**Relativistic shift of the ionisation energy along the 39-electron sequence**

The table holds ΔSCF ionisation energies from Zr⁺ to Pm²²⁺ in non-relativistic and Dirac-Coulomb Hartree-Fock (configuration averages, radial basis limit), with first-order Breit and QED parts and NIST values. The program tests whether the relativistic shift of the 4d rows follows a hydrogenic direct term alone, an extra-screening term alone, or their sum; Zr⁺, which loses 5s, is left out of the fits. The direct term has the wrong sign, screening alone with a free power leaves an rms error of 0.077 eV, and the sum with two constants leaves 0.005 eV, though a second form of the direct term shows that the split between the two parts is poorly fixed. The QED part keeps to the screening shape within a factor 1.15, where the shift itself departs from it by a factor 2.05. An LS term estimate for Ru⁵⁺ and La¹⁸⁺ covers most of the gap between the Dirac values and NIST, whose theory entries are too uncertain to test the shift.

Ions with 39 electrons, computed with B-spline radial code 1 as spherical atoms at the basis limit: non-relativistic Hartree-Fock (configuration average, point nucleus) and Dirac-Coulomb Hartree-Fock (nl average, Fermi nucleus). IE is a ΔSCF difference without Breit, QED or recoil terms; the Breit and QED parts are first-order. NIST values run between ground levels.

## The fit in Python

```python
# Table: ionisation energies (eV) of 39-electron ions, B-spline radial code, Delta-SCF, non-relativistic HF
# and Dirac-Coulomb HF (configuration averages), Breit and QED parts, NIST values. Tested: is the relativistic
# shift of the 4d IE direct only (A), extra screening only (B) or the sum of both (C)? Also the gap to NIST.
T = {
    'ion': ['Zr+', 'Nb2+', 'Mo3+', 'Tc4+', 'Ru5+', 'Rh6+', 'Pd7+', 'Ag8+', 'Cd9+', 'In10+', 'Sn11+', 'Sb12+', 'Te13+', 'I14+', 'Xe15+', 'Cs16+', 'Ba17+', 'La18+', 'Ce19+', 'Pr20+', 'Nd21+', 'Pm22+'],
    'Z': [40, 41, 42, 43, 44, 45, 46, 47, 48, 49, 50, 51, 52, 53, 54, 55, 56, 57, 58, 59, 60, 61],
    'charge': [1, 2, 3, 4, 5, 6, 7, 8, 9, 10, 11, 12, 13, 14, 15, 16, 17, 18, 19, 20, 21, 22],  # e
    'configuration': ['[Kr] 4d2 5s1', '[Kr] 4d3', '[Kr] 4d3', '[Kr] 4d3', '[Kr] 4d3', '[Kr] 4d3', '[Kr] 4d3', '[Kr] 4d3', '[Kr] 4d3', '[Kr] 4d3', '[Kr] 4d3', '[Kr] 4d3', '[Kr] 4d3', '[Kr] 4d3', '[Kr] 4d3', '[Kr] 4d3', '[Kr] 4d3', '[Kr] 4d3', '[Kr] 4d3', '[Kr] 4d3', '[Kr] 4d3', '[Kr] 4d3'],
    'ion_cfg': ['[Kr] 4d2', '[Kr] 4d2', '[Kr] 4d2', '[Kr] 4d2', '[Kr] 4d2', '[Kr] 4d2', '[Kr] 4d2', '[Kr] 4d2', '[Kr] 4d2', '[Kr] 4d2', '[Kr] 4d2', '[Kr] 4d2', '[Kr] 4d2', '[Kr] 4d2', '[Kr] 4d2', '[Kr] 4d2', '[Kr] 4d2', '[Kr] 4d2', '[Kr] 4d2', '[Kr] 4d2', '[Kr] 4d2', '[Kr] 4d2'],
    'ie_nr': [11.647, 23.7709, 38.7136, 55.9189, 75.2309, 96.5569, 119.835, 145.022, 172.085, 200.999, 231.742, 264.3, 298.659, 334.807, 372.735, 412.435, 453.9, 497.125, 542.103, 588.83, 637.302, 687.516],  # eV
    'ie_dirac': [11.9267, 23.4029, 38.2088, 55.2846, 74.4709, 95.6734, 118.83, 143.897, 170.841, 199.639, 230.27, 262.72, 296.976, 333.027, 370.865, 410.485, 451.878, 495.043, 539.973, 586.666, 635.12, 685.332],  # eV
    'rel': [0.2797, -0.368, -0.5048, -0.6342, -0.76, -0.8835, -1.005, -1.126, -1.244, -1.36, -1.472, -1.58, -1.683, -1.78, -1.87, -1.951, -2.022, -2.082, -2.13, -2.164, -2.182, -2.184],  # eV
    'breit': [-0.00382, 0.00842, 0.00911, 0.00854, 0.00685, 0.00408, 0.00024, -0.00471, -0.0108, -0.0181, -0.0265, -0.0363, -0.0474, -0.0599, -0.0738, -0.0892, -0.106, -0.125, -0.145, -0.167, -0.191, -0.216],  # eV
    'qed': [-0.00493, 0.00267, 0.00385, 0.00502, 0.0062, 0.00742, 0.00867, 0.00998, 0.0113, 0.0127, 0.0142, 0.0157, 0.0173, 0.019, 0.0207, 0.0225, 0.0243, 0.0262, 0.0282, 0.0302, 0.0323, 0.0344],  # eV
    'tab': [13.13, 25.04, 40.33, 57.0, 76.0, 97.0, 120.0, 145.1, 173.0, 201.0, 232.0, 265.0, 299.0, 335.0, 374.0, 413.0, 455.0, 498.0, 543.0, 590.0, 638.0, 689.0],  # eV
    'tab_kind': ['measured', 'semi-empirical', 'semi-empirical', 'theory', 'theory', 'theory', 'theory', 'theory', 'theory', 'theory', 'theory', 'theory', 'theory', 'theory', 'theory', 'theory', 'theory', 'theory', 'theory', 'theory', 'theory', 'theory'],
    'unc': [None, None, 0.06, 1.9, 2.0, 2.0, 2.1, 2.2, 2.2, 2.4, 2.5, 3.0, 3.0, 3.0, 3.0, 3.0, 3.0, 3.0, 4.0, 4.0, 4.0, 4.0],  # eV
}
import numpy as np
from scipy.constants import alpha, physical_constants as pc
from scipy.optimize import curve_fit
Ry = pc['Rydberg constant times hc in eV'][0]; Ha = 2*Ry; n, l = 4, 2
g = lambda k: np.array(T[k], float)
ion = T['ion']; Z, nr, dc, rel, br, qed, tab = map(g, ['Z','ie_nr','ie_dirac','rel','breit','qed','tab'])
Ze = n*np.sqrt(nr/Ry); d = slice(1, None)          # Zr+ loses 5s, so it is left out of the 4d fits
direct = lambda z: Ry*alpha**2*z**4/n**4*(n/(l+0.5)-0.75)
scr = lambda z, ze, p=2: 2*Ry*ze/n**2*(z*alpha)**p
mB = lambda x, s, p: -s*scr(x[0], x[1], p)
mC = lambda x, s, sd: direct(x[0]-sd) - s*scr(x[0], x[1])
mV = lambda x, s, a: a*direct(x[1]) - s*scr(x[0], x[1])
X = np.vstack([Z, Ze]); res = {}; par = {}
for k, f, p0 in (('B', mB, [0.06, 0.3]), ('C', mC, [0.6, 25]), ('V', mV, [0.5, 1.5])):
    par[k] = curve_fit(f, X[:, d], rel[d], p0=p0, maxfev=20000)[0]; res[k] = f(X, *par[k]) - rel
S = scr(Z, Ze); gD = tab-dc; gN = tab-nr
print('Energies in eV; S = 2 Ry Zeff (Z alpha)^2/16; res = model - table; Zr+ (5s) not fitted')
print('ion    Zeff    rel  %ofIE rel/Zeff  resB   resC  rel/S 1000qed/S NIST-Dirac NIST-nonrel')
for i in range(len(Z)):
    print(f'{ion[i]:6s}{Ze[i]:5.2f} {rel[i]:6.3f} {100*rel[i]/nr[i]:6.2f} {rel[i]/Ze[i]:7.4f} {res["B"][i]:6.3f} {res["C"][i]:6.3f}'
          f' {rel[i]/S[i]:6.3f} {1e3*qed[i]/S[i]:6.2f} {gD[i]:8.2f} {gN[i]:8.2f}')
st = np.diff(rel[d]); ex = np.diff(np.log(-rel[d]))/np.diff(np.log(Z[d]))
print(f'step in rel: first {st[0]:.3f}, last {st[-1]:.3f} eV; local power of Z: first {ex[0]:.1f}, last {ex[-1]:.2f}')
print(f'A direct only, charge Zeff: {direct(Ze[1]):+.3f} ({ion[1]}) to {direct(Ze[-1]):+.2f} eV ({ion[-1]}); table is negative')
rms = {}
for k, lab in (('B', 'B screening only: s, power'), ('C', 'C sum: s, sigma_d'), ('V', 'C with a*Zeff^4 instead: s, a')):
    r = res[k][d]; rms[k] = np.sqrt(np.mean(r**2)); w = np.argmax(abs(r))
    print(f'{lab} = {par[k][0]:.3f}, {par[k][1]:.2f}; rms {rms[k]:.4f}, worst {ion[w+1]} {r[w]:+.3f} eV')
print('rounding of rel: 0.00005 eV below 1 eV, 0.0005 eV above')
print(f'direct part at {ion[1]}, {ion[-1]}: C {direct(Z[1]-par["C"][1]):.2f}, {direct(Z[-1]-par["C"][1]):.2f};'
      f' other form {par["V"][1]*direct(Ze[1]):.3f}, {par["V"][1]*direct(Ze[-1]):.2f} eV')
a, b = -rel[d]/S[d], qed[d]/S[d]
print(f'max/min over 4d rows: rel/S {a.max()/a.min():.2f}, qed/S {b.max()/b.min():.2f}; qed/rel {ion[0]} {qed[0]/rel[0]:.4f}')
# Further outputs of the same runs. Next ions Ru6+, La19+: 4d3/2, 4d5/2 energies (hartree), small-component
# weights, self-energies (eV), F2 and F4 of 4d5/2 (eV). Row species: sum of r^2, Dirac and non-rel. (bohr^2)
more = {'Ru5+': ((-3.403835, -3.385191), (2.237647e-4, 2.212952e-4), (-5.571858e-4, 9.677566e-4), 10.00671, 6.683782, 19.62714, 19.84884),
        'La18+': ((-19.5586, -19.40994), (8.382715e-4, 8.279595e-4), (-2.867345e-3, 8.01925e-3), 18.92493, 12.86057, 6.820743, 7.02949)}
term = {}
for k, (e, w, se, F2, F4, rD, rN) in more.items():
    i = ion.index(k); sp = (e[1]-e[0])*Ha
    zso = (sp*n**3*l*(l+1)/(Ry*alpha**2))**0.25; zt = 2*n*np.sqrt(0.4*w[0]+0.6*w[1])/alpha
    term[k] = 35/9*F2/49 + 35*F4/441
    print(f'{k} next ion: 4d splitting {sp:.2f} eV; screening from splitting {Z[i]-zso:.1f}, from small component {Z[i]-zt:.1f}, from IE {Z[i]-Ze[i]:.1f}')
    print(f'  own 4d self-energy in IE {-(0.4*se[0]+0.6*se[1]):+.4f}, QED column {qed[i]:+.4f} eV; sum r^2 Dirac vs non-rel {100*(rD/rN-1):.1f} %')
    print(f'  term shift {term[k]:.2f}; gap left: Dirac {gD[i]-term[k]:+.2f}, non-rel {gN[i]-term[k]:+.2f}; NIST uncertainty {T["unc"][i]} eV')
bq = br+qed; th = np.array([k == 'theory' for k in T['tab_kind']])
print(f'Breit+QED from {bq.max():+.3f} to {bq.min():+.3f} eV; largest share of the Dirac gap {100*np.max(abs(bq)/gD):.1f} %')
print(f'NIST-Dirac {gD.min():.2f} to {gD.max():.2f} eV; mean over theory rows: Dirac {gD[th].mean():.2f}, non-rel {gN[th].mean():.2f} eV')
ru = np.array([abs(rel[i])/T['unc'][i] for i in range(len(Z)) if th[i]])
print(f'|rel|/uncertainty in theory rows: {ru.min():.2f} to {ru.max():.2f}')
i = ion.index('Mo3+')
print(f'Mo3+ Dirac gap {gD[i]:.2f} (uncertainty {T["unc"][i]}) less the Ru term shift: {gD[i]-term["Ru5+"]:.2f} eV')
assert rel[0] > 0 and np.all(rel[d] < 0) and np.all(qed*rel < 0)
assert abs(st[-1]) < 0.1*abs(st[0]) and 1 < np.argmax(-rel/Ze) < len(Z)-1
assert rms['C'] < rms['B']
assert np.all(gD > 0) and ru.max() < 1
```

Output:

```
Energies in eV; S = 2 Ry Zeff (Z alpha)^2/16; res = model - table; Zr+ (5s) not fitted
ion    Zeff    rel  %ofIE rel/Zeff  resB   resC  rel/S 1000qed/S NIST-Dirac NIST-nonrel
Zr+    3.70  0.280   2.40  0.0756 -0.617 -0.509  0.522  -9.19     1.20     1.48
Nb2+   5.29 -0.368  -1.55 -0.0696 -0.111  0.003 -0.457   3.32     1.64     1.27
Mo3+   6.75 -0.505  -1.30 -0.0748 -0.103  0.008 -0.468   3.57     2.12     1.62
Tc4+   8.11 -0.634  -1.13 -0.0782 -0.092  0.010 -0.467   3.70     1.72     1.08
Ru5+   9.41 -0.760  -1.01 -0.0808 -0.078  0.009 -0.461   3.76     1.53     0.77
Rh6+  10.66 -0.883  -0.92 -0.0829 -0.062  0.008 -0.452   3.80     1.33     0.44
Pd7+  11.87 -1.005  -0.84 -0.0847 -0.043  0.006 -0.442   3.81     1.17     0.17
Ag8+  13.06 -1.126  -0.78 -0.0862 -0.021  0.005 -0.431   3.82     1.20     0.08
Cd9+  14.23 -1.244  -0.72 -0.0874  0.001  0.002 -0.419   3.81     2.16     0.91
In10+ 15.37 -1.360  -0.68 -0.0885  0.023  0.001 -0.407   3.80     1.36     0.00
Sn11+ 16.51 -1.472  -0.64 -0.0892  0.043 -0.001 -0.394   3.80     1.73     0.26
Sb12+ 17.63 -1.580  -0.60 -0.0896  0.061 -0.003 -0.380   3.78     2.28     0.70
Te13+ 18.74 -1.683  -0.56 -0.0898  0.075 -0.004 -0.367   3.77     2.02     0.34
I14+  19.84 -1.780  -0.53 -0.0897  0.085 -0.004 -0.353   3.76     1.97     0.19
Xe15+ 20.94 -1.870  -0.50 -0.0893  0.089 -0.004 -0.338   3.74     3.13     1.26
Cs16+ 22.02 -1.951  -0.47 -0.0886  0.085 -0.004 -0.323   3.73     2.51     0.56
Ba17+ 23.10 -2.022  -0.45 -0.0875  0.073 -0.004 -0.308   3.70     3.12     1.10
La18+ 24.18 -2.082  -0.42 -0.0861  0.050 -0.003 -0.293   3.68     2.96     0.88
Ce19+ 25.25 -2.130  -0.39 -0.0844  0.017 -0.002 -0.277   3.67     3.03     0.90
Pr20+ 26.31 -2.164  -0.37 -0.0822 -0.030  0.000 -0.261   3.64     3.33     1.17
Nd21+ 27.38 -2.182  -0.34 -0.0797 -0.092  0.002 -0.244   3.62     2.88     0.70
Pm22+ 28.43 -2.184  -0.32 -0.0768 -0.169  0.006 -0.228   3.59     3.67     1.48
step in rel: first -0.137, last -0.002 eV; local power of Z: first 13.1, last 0.06
A direct only, charge Zeff: +0.002 (Nb2+) to +1.57 eV (Pm22+); table is negative
B screening only: s, power = 0.040, -0.23; rms 0.0767, worst Pm22+ -0.169 eV
C sum: s, sigma_d = 0.626, 25.51; rms 0.0050, worst Tc4+ +0.010 eV
C with a*Zeff^4 instead: s, a = 0.462, 1.45; rms 0.0167, worst Pm22+ +0.030 eV
rounding of rel: 0.00005 eV below 1 eV, 0.0005 eV above
direct part at Nb2+, Pm22+: C 0.14, 3.82; other form 0.003, 2.28 eV
max/min over 4d rows: rel/S 2.05, qed/S 1.15; qed/rel Zr+ -0.0176
Ru5+ next ion: 4d splitting 0.51 eV; screening from splitting 21.2, from small component 27.7, from IE 34.6
  own 4d self-energy in IE -0.0004, QED column +0.0062 eV; sum r^2 Dirac vs non-rel -1.1 %
  term shift 1.32; gap left: Dirac +0.20, non-rel -0.56; NIST uncertainty 2.0 eV
La18+ next ion: 4d splitting 4.05 eV; screening from splitting 18.7, from small component 25.4, from IE 32.8
  own 4d self-energy in IE -0.0037, QED column +0.0262 eV; sum r^2 Dirac vs non-rel -3.0 %
  term shift 2.52; gap left: Dirac +0.43, non-rel -1.65; NIST uncertainty 3.0 eV
Breit+QED from +0.014 to -0.182 eV; largest share of the Dirac gap 5.5 %
NIST-Dirac 1.17 to 3.67 eV; mean over theory rows: Dirac 2.27, non-rel 0.68 eV
|rel|/uncertainty in theory rows: 0.33 to 0.69
Mo3+ Dirac gap 2.12 (uncertainty 0.06) less the Ru term shift: 0.80 eV
```
